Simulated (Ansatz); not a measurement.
**The HOMO–LUMO gap down a group: Ti to Hf**

One atom is swapped for its congeners: TiI4 `[I][Ti]([I])([I])[I]`; ZrI4 `[I][Zr]([I])([I])[I]`; HfI4 `[I][Hf]([I])([I])[I]`. All are singlets with charge 0.

Shapes, held fixed at every level: PBE0-D4/def2-TZVP. Programs: Ansatz 0.2.0. Values in eV.

| level | TiI4 | HfI4 |
| --- | --- | --- |
| SPW92/def2-TZVPP | 2.32 | 3.51 |
| PBE-D4/def2-TZVPP | 2.37 | 3.56 |
| r2SCAN-D4/def2-TZVPP | 2.64 | 3.98 |
| BHLYP-D4/def2-TZVPP | 5.99 | 7.09 |
| r2SCAN0-D4/def2-TZVPP | 4.34 | 5.60 |
| wB97M-V/def2-TZVPP | 8.02 | 9.19 |
| wB97X-V/def2-TZVPP | 8.11 | 9.40 |

Problem. Estimate the column for ZrI4 from its neighbours.

Solution. The mean of the neighbours at wB97X-V/def2-TZVPP is 8.75 eV, against 8.94 from the run. All rows: SPW92/def2-TZVPP 3.17; PBE-D4/def2-TZVPP 3.20; r2SCAN-D4/def2-TZVPP 3.58; BHLYP-D4/def2-TZVPP 6.67; r2SCAN0-D4/def2-TZVPP 5.18; wB97M-V/def2-TZVPP 8.76; wB97X-V/def2-TZVPP 8.94 eV. At wB97X-V/def2-TZVPP the HOMO–LUMO gap rises at every step, from 8.11 to 9.40 eV. Every level shows the same order. For atoms past krypton def2 sets carry core potentials with scalar relativity. Orbital gaps aren't excitation energies, and the LUMO depends on the basis.

The gap widens from TiI4 through ZrI4 to HfI4 with every functional, and ZrI4 always lies above the mean of its neighbours, so the step from Ti to Zr is the larger one. In these formally d0 tetraiodides the HOMO is essentially an iodine 5p lone-pair combination, while the LUMO is mainly metal d. With the ligand unchanged, the trend probably follows the acceptor level: the compact 3d shell of Ti(IV) lies low, in line with its easier reduction, whereas the 4d and 5d shells lie higher and interact more strongly with the ligands. Zr and Hf are nearly equal in size through the lanthanide contraction, and relativistic destabilisation of 5d plausibly accounts for much of the remaining rise.

The order is therefore well supported, but the absolute gap is not: for TiI4 it runs from 2.32 to 8.11 eV, probably mostly reflecting the amount and range of exact exchange. Spin–orbit splitting of the iodine 5p levels would narrow all three gaps, probably by similar amounts.
